At the Fermi level of nickel germanide, NiGe, electrons travel at roughly half a million metres per second or somewhat faster. Only these electrons yield a net current under a small voltage, because the states well below are full and those well above are empty. In the space of electron wave vectors the states at the Fermi level form surfaces, one for each band that crosses it, and each surface is called a sheet. The table lists the sheets as a density-functional calculation gives them.

NiGe (Pnma, 8 atoms per cell, unrelaxed) in Ansatz 0.2.0: collinear-spin, scalar-relativistic PBE with plane waves and PAW, 420 eV cutoff and 0.05 eV Gaussian smearing. The density was converged on an 8×12×8 k mesh and the sheets evaluated on a 16×24×14 mesh. Energies are relative to the Fermi level, and each row counts one spin.

| row | sheet dos (states/eV/cell) | sheet spin | sheet band | sheet filled share | sheet mean speed (1e5 m/s) | sheet bottom (eV) | sheet top (eV) |
| --- | --- | --- | --- | --- | --- | --- | --- |
| 1 | 0.166 | up | 63 | 0.918 | 7.385 | -1.576 | 0.834 |
| 2 | 0.341 | up | 64 | 0.813 | 6.635 | -1.576 | 1.213 |
| 3 | 0.513 | up | 65 | 0.229 | 5.732 | -0.695 | 2.470 |
| 4 | 0.141 | up | 66 | 0.040 | 4.868 | -0.540 | 2.870 |
| 5 | 0.166 | down | 63 | 0.918 | 7.385 | -1.576 | 0.834 |
| 6 | 0.341 | down | 64 | 0.813 | 6.635 | -1.576 | 1.213 |
| 7 | 0.513 | down | 65 | 0.229 | 5.732 | -0.695 | 2.470 |
| 8 | 0.141 | down | 66 | 0.040 | 4.868 | -0.540 | 2.870 |

The bottom and top of a band are measured from the Fermi level, so a negative bottom and a positive top mean that the band crosses it. The filled share is the occupied part of the band. The density of states, "sheet dos", counts the states per electronvolt and cell that a sheet offers, and the mean speed is an average over the sheet.

### Are there eight sheets or four?

There are four. The lower half of the table, for spin down, repeats the upper half for spin up in every value. The calculation was started with magnetic moments and was free to keep them, but they died out. A calculation without spin polarisation would therefore give the same four bands, each holding two electrons per state. From here on, rows 1 to 4 are enough, with each density of states doubled when a total is wanted.

### Which sheets belong to holes and which to electrons?

In rows 1 and 2, bands 63 and 64 are mostly full, with filled shares of 0.918 and 0.813. It is simplest to count what they lack, the holes. In rows 3 and 4, bands 65 and 66 are mostly empty, so there one counts the electrons. Both counts give 0.54 per cell with both spins included, which is about $5\times10^{21}$ holes per cubic centimetre and as many electrons.

The balance follows from counting. The calculation treats 128 electrons per cell, just enough to fill 64 bands with two electrons each. If a gap separated band 64 from band 65, NiGe would be an insulator. Instead the bands overlap in energy, and each electron that settles in band 65 or 66 leaves a hole in band 63 or 64. The same balance is found in any nonmagnetic metal with an even number of electrons per cell, whatever the shape of its sheets.

### Why does the slowest sheet have the lowest density of states?

Slow electrons usually mean many states per electronvolt, yet row 4 has both the lowest speed and the lowest density of states. The way out is to picture the states within a small energy $dE$ of the Fermi level as a thin skin on the sheet. Energy rises with wave vector at the rate $\hbar v$, where $v$ is the speed and $\hbar$ the reduced Planck constant. The skin therefore has thickness $dE/(\hbar v)$, and its volume is that thickness times the area $A$ of the sheet.

A cell of volume $V$ provides $V/(8\pi^3)$ states of one spin per unit volume of wave-vector space. The density of states of a sheet is thus

$$g=\frac{V}{8\pi^3}\,\frac{A}{\hbar v}.$$

For row 4 the same calculation gives an area of 1.045 Å$^{-2}$. The cell volume is $5.381\times3.428\times5.811\approx107$ Å$^3$, and the speed in the table corresponds to $\hbar v=0.658\times4.868\approx3.20$ eV Å. Hence

$$g\approx\frac{107\times1.045}{248\times3.20}\approx0.141\ \text{states/eV/cell},$$

which is the value in the table. The formula has no adjustable constant and reproduces the other sheets equally well. This is no test of the theory, since the relation is exact when the speed is averaged over the states at the Fermi level. Its use is to separate two causes that the density of states mixes.

Compare rows 3 and 4 in this light. Band 65 is about 1.2 times as fast as band 66, which by itself would give it fewer states. But its sheet has 4.3 times the area, and the area wins. Band 66 has few states because its sheet is small, in spite of its slow electrons.

### Which sheets carry the current?

An electric field pushes all electrons sideways in wave-vector space until scattering sends them back. The shift leaves a surplus of electrons on one side of each sheet and a deficit on the other. The number of electrons out of balance grows with the area of the sheet, and each contributes to the current in proportion to its speed. Current therefore goes as area times speed, whereas the density of states goes as area divided by speed.

Since $A$ is proportional to $gv$, the capacity of a sheet to carry current can be read from the table as $gv^2$. This compares sheets fairly only if electrons on all of them travel equally long between collisions, which is assumed here and was not calculated. On that assumption, rows 1 to 4 carry about 20, 34, 38 and 8 % of the current.

Speed shifts the weight towards the holes. Bands 63 and 64 provide 44 % of the density of states but 54 % of the current, because their electrons are the fastest. Band 65 still has the largest single share, thanks to its large sheet. Its lead over band 64 is slender, and a modest difference in scattering could reverse it.

The sum over the sheets can be held against the Drude weight from the same calculation. This weight, the square of the plasma energy of the free carriers, measures how strongly they respond to a field before scattering is considered. Added over three perpendicular directions, the estimate is

$$\frac{4\pi e^2}{V}\sum g\,(\hbar v)^2\approx65\ \text{eV}^2,$$

where $e$ is the elementary charge and the sum runs over all eight rows. The calculated weight is about 62 eV$^2$, so the estimate is 5 % too high relative to it. Squaring a mean speed ignores the spread of speeds on a sheet and should make the estimate too low, if anything. The excess must therefore come from differences in how the two quantities were evaluated, though at which step is untested.

The shares are averages over direction. Along the longest cell edge the calculated Drude weight is less than 60 % of that along either of the other two edges. In a film with one preferred crystal orientation, the ranking of the sheets may therefore differ from the one above.

### Would more states at the Fermi level make a better conductor?

Not by themselves, as this metal shows if the time between collisions is taken to stay the same. The same calculation also describes the sheets at energies a quarter of an electronvolt below and above the Fermi level. The total density of states is higher in both places, by 20 % below and 26 % above. The capacity to carry current, taken again as the sum of $gv^2$, falls by 28 % below and hardly changes above.

On the lower side, the electrons of all four bands are slower. Band 63 changes most: it loses about 41 % of its speed and with it its place as the fastest band. The total area of the sheets, obtained as density of states times speed, shrinks by only about 7 %. With no gain in area, the extra states come from the lower speeds, and slower electrons carry less current.

On the upper side there is an exchange. The electron sheets grow as their bands fill, while the hole sheets shrink. The share of bands 63 and 64 in the current drops from 54 to 46 %, and bands 65 and 66 make up for the loss. The total stays nearly the same although its carriers have changed.

Why the electrons slow down below the Fermi level is less certain. The nickel part of the states increases there on every sheet, and the compact 3d orbitals of nickel tend to form flat, slow bands. That makes a larger 3d part a plausible cause, but the calculated weights do not separate 3d from the other nickel orbitals. Nickel content alone is also too simple a guide. A quarter of an electronvolt above the Fermi level, bands 65 and 66 contain less nickel than at the Fermi level, and yet they are slower there too. On the lower side these two bands are also closer to their bottoms, where electrons usually slow down.

### What would change if some nickel were replaced by cobalt?

Cobalt has one electron fewer than nickel. If the bands kept their shape, the Fermi level would simply sink into them. Lowering it by a quarter of an electronvolt removes 0.59 electrons per cell, or about 0.15 for each of the four nickel atoms. This corresponds to replacing roughly one nickel atom in seven.

The holes would then outnumber the electrons, and the capacity to carry current would fall as described above. Foreign atoms also scatter electrons, which shortens the time between collisions and raises the resistance further. The shift of the Fermi level is thus only one part of the effect of alloying. Replacing all the nickel would remove four electrons per cell, far beyond the range in which these sheets are a guide.

### Which digits can be trusted?

The third decimals describe this particular calculation, not a real crystal. The cell was used as supplied and is under a compression of about 3.6 GPa, and spin-orbit coupling is left out. The sheets were evaluated on a finite mesh of wave vectors, though a denser one than was used to converge the density, and the run warned that a list of wave vectors had been cut to save memory. The top of band 66 is uncertain even within the calculation, as its second decimal differs between two outputs of the same run. Relaxing the cell, adding spin-orbit coupling or choosing another functional would shift the bands against one another, by amounts that were not calculated here. How much this matters depends on the number of carriers in the band.

Suppose that a band moves by 0.05 eV while the Fermi level stays in place. The change in its filling is the density of states times the shift. For band 66 this is $0.141\times0.05\approx0.007$, set against a filled share of only 0.040, a change of about 18 %. For the other three bands the number of holes or electrons changes by 9 to 11 %.

The filling of band 66 is therefore good to one figure at best, and the order of bands 64 and 65 as carriers of current is open. That band 66 carries the least is much safer, as its share is well under half that of any other band. Safest of all is the balance of holes and electrons. It rests on an even number of electrons in a nonmagnetic crystal. When the bands shift, the Fermi level does not really stay in place but moves until the two counts agree again.
